## The question

The electron density at a bond's critical point can serve as a rough measure of how much charge two atoms share. In isopropylborane, (CH₃)₂CH–BH₂, nine of the twelve bonds join carbon to hydrogen or to another carbon. Can these nine foretell the density in the three bonds of boron, or must we know more about boron than its bond lengths?

Bond critical points (QTAIM) in the electron density of isopropylborane, a neutral singlet in the gas phase, computed with PySCF 2.14.0 at the PBE/def2-SVPD level on a GFN2-xTB geometry. Atoms are numbered from 1: boron is 1, the central carbon 2, the methyl carbons 3 and 4, and the hydrogens 5 to 13.

| row | density (a.u.) | first atom | second atom | laplacian (a.u.) | ellipticity | energy density (a.u.) |
| --- | --- | --- | --- | --- | --- | --- |
| 1 | 0.275 | 3.000 | 8.000 | -0.990 | 0.006 | -0.294 |
| 2 | 0.275 | 4.000 | 12.000 | -0.990 | 0.006 | -0.294 |
| 3 | 0.275 | 3.000 | 10.000 | -0.985 | 0.006 | -0.293 |
| 4 | 0.275 | 4.000 | 13.000 | -0.985 | 0.006 | -0.293 |
| 5 | 0.274 | 4.000 | 11.000 | -0.976 | 0.004 | -0.291 |
| 6 | 0.274 | 3.000 | 9.000 | -0.976 | 0.004 | -0.291 |
| 7 | 0.272 | 2.000 | 7.000 | -0.939 | 0.021 | -0.284 |
| 8 | 0.231 | 2.000 | 4.000 | -0.479 | 0.027 | -0.177 |
| 9 | 0.231 | 2.000 | 3.000 | -0.478 | 0.027 | -0.177 |
| 10 | ? | ? | ? | ? | ? | ? |
| 11 | ? | ? | ? | ? | ? | ? |
| 12 | ? | ? | ? | ? | ? | ? |

A bond critical point is the place where the density is lowest along the line between two bonded atoms but highest across it. The atom numbers identify each bond: atom 1 is boron, atoms 2 to 4 are carbon, the rest hydrogen. Boron has three neighbours and appears in none of the first nine rows, so the last three rows are one B–C and two B–H bonds.

## What the carbon bonds teach

The density is about 0.274 a.u. in the C–H bonds and 0.231 a.u. in the C–C bonds, a drop of 16%. A C–H bond is short, about 1.09 Å against 1.54 Å for C–C, and its electron pair is packed into less space. This step reflects a change of bond type and doesn't rank bond strengths.

The Laplacian is the sum of the density's curvatures in three directions; a negative value means that charge is locally concentrated. The energy density is the kinetic plus potential energy of the electrons per volume, and it is negative where the potential part wins. Both are negative in all nine rows, as is usual for shared-electron bonds.

## A rule from length alone

Picture a bond as two electrons in a region whose size follows the bond length d. Its volume grows as d³, so the density should fall as 1/d³. The constant must differ between bonds to hydrogen and bonds to carbon, because the two partners bring different clouds of their own.

The nine carbon bonds fix these two constants. For bonds to hydrogen the constant is 0.355 a.u. Å³. A B–H bond is 1.17 Å long, so the rule gives 0.355 / 1.17³ ≈ 0.22 a.u.; this bond was not part of the fit. The same step for B–C, at 1.58 Å, gives about 0.21 a.u.

A straight line of density against length fits the nine rows equally well. That is no surprise, since they form only two tight groups and two constants can always match two groups. Good agreement here is therefore no evidence for either rule.

## What boron changes

Boron holds its valence electrons less tightly than carbon or hydrogen does, so charge in its bonds shifts towards the partner. Now walk along the bond from the partner to boron. The partner's enlarged cloud dominates for most of the way, and the density keeps falling until the steep rise of boron's inner shell begins. The minimum thus lies close to the boron core, in the thin outskirts of the partner's cloud, and both length rules should come out too high.

Boron's surroundings are also flat. Its three bonds lie in one plane, and the p orbital perpendicular to that plane is formally empty. Near boron the density should therefore fall off faster out of the plane than within it. The ellipticity measures such a difference: it is zero when the density falls equally fast in both directions across the bond.

## The forecasts

These ranges rest on the argument above and on rough recalled values for boranes, not on the errors of a fit:

- Density: 0.19 ± 0.03 a.u. for B–H and 0.18 ± 0.03 a.u. for B–C, with no forecast of their order.
- Laplacian: −0.20 ± 0.25 a.u. for all three, probably negative. The sign is uncertain because the density curves strongly upwards along the bond near a core.
- Energy density: −0.18 ± 0.05 a.u. for B–H and −0.15 ± 0.05 a.u. for B–C.
- Ellipticity: above the C–C value of 0.027 in all three. Donation from the C–C bonds into the empty p orbital could weaken the effect for B–C.

One clue was free. The rows are ordered by falling density, so no boron bond could exceed 0.231 a.u., which already rules out the straight line's 0.27 a.u. for B–H.

The withheld rows as computed:

| row | density (a.u.) | first atom | second atom | laplacian (a.u.) | ellipticity | energy density (a.u.) |
| --- | --- | --- | --- | --- | --- | --- |
| 10 | 0.185 | 1.000 | 2.000 | -0.278 | 0.317 | -0.206 |
| 11 | 0.183 | 1.000 | 5.000 | -0.203 | 0.364 | -0.197 |
| 12 | 0.183 | 1.000 | 6.000 | -0.189 | 0.383 | -0.195 |

## Density: the expected shortfall

All three densities fall within their ranges, though recalled values for boranes helped to set these. The cubic rule is too high by 21% for B–H and 15% for B–C, and the straight line does worse for both. Length alone fails in the direction that the polarity argument predicts. The printed output gives the fits and every miss.

The two kinds of boron bond have almost the same density, 0.183 and 0.185 a.u., although their lengths differ by 0.4 Å. Among carbon's bonds a similar difference in length goes with a clear drop. The positions of the critical points, which the run also gives, suggest why. In all three bonds the point lies about 0.5 Å from boron, near the edge of its core, so the distance to the far atom matters less.

## Laplacian and energy density: a weak hit and a miss

The Laplacians are all negative and within range, but the range was wider than the values themselves, so this is a weak success. They are smaller in size than in any C–H or C–C bond of the table. That alone doesn't make the boron bonds less covalent: close to a core, a large positive curvature along the bond offsets the negative ones across it.

The energy density of B–C is a miss: −0.206 a.u. lies just outside the forecast range. The forecast had let the energy density shrink along with the density. Per electron, however, the value is −0.206 / 0.185 ≈ −1.1 hartree, against −0.177 / 0.231 ≈ −0.8 hartree for C–C. A likely reason is again the place of the critical point: near the boron core the few electrons present feel a strong nuclear attraction. The ratio alone doesn't show this, since the C–H bonds also reach about −1.1 hartree, but the potential part of the energy density points the same way. Per electron it is about −1.9 hartree in B–C, against −1.2 in C–H and −1.0 in C–C.

## Ellipticity: flat, not double

The ellipticities exceed the C–C value, as forecast, and by more than a factor of ten. Large values also occur in carbon–carbon double bonds, where π electrons extend the density out of the plane. Here the empty p orbital argues for the opposite shape, with density spread within the plane. The ellipticity gives only the size of the difference, not its direction, so it must be read together with the bonding around the atom.

B–C has the smallest ellipticity of the three, as donation into the p orbital would suggest. The partner atom changes too, so the comparison doesn't establish donation.

The analysis program printed:

```
mean C-C length (angstrom): 1.537
mean B-H length (angstrom): 1.17
B-C length (angstrom): 1.579
mean C-H density (a.u.): 0.2743
mean C-C density (a.u.): 0.231
drop in density from C-H to C-C (percent): 15.78
fit of density on 9 rows: coefficient of cubeH 0.3552 +/- 0.0005, coefficient of cubeC 0.8381 +/- 0.0026; rms 0.000909, worst 7 0.00229, leave-one-out rms 0.00106
  rows outside the fit (model, value, miss): 10 0.213, 0.185, 0.028; 11 0.2217, 0.183, 0.0387; 12 0.2217, 0.183, 0.0387
fit of density on 9 rows: constant 0.3799 +/- 0.0022, coefficient of d -0.09693 +/- 0.0018; rms 0.000909, worst 7 0.00229, leave-one-out rms 0.00106
  rows outside the fit (model, value, miss): 10 0.2269, 0.185, 0.0419; 11 0.2665, 0.183, 0.0835; 12 0.2665, 0.183, 0.0835
second atom of withheld rows 10 to 12 (2 is carbon, 5 and 6 hydrogen): 10 2, 11 5, 12 6
density forecast less computed, error bar 0.03 (a.u.): 10 -0.005, 11 0.007, 12 0.007
Laplacian forecast less computed, error bar 0.25 (a.u.): 10 0.078, 11 0.003, 12 -0.011
energy density forecast less computed, error bar 0.05 (a.u.): 10 0.056, 11 0.017, 12 0.015
ellipticity less the largest C-C value, forecast positive: 10 0.29, 11 0.337, 12 0.356
cubic rule above computed density (percent): 10 15.15, 11 21.14, 12 21.14
straight line above computed density (percent): 10 22.66, 11 45.64, 12 45.64
```
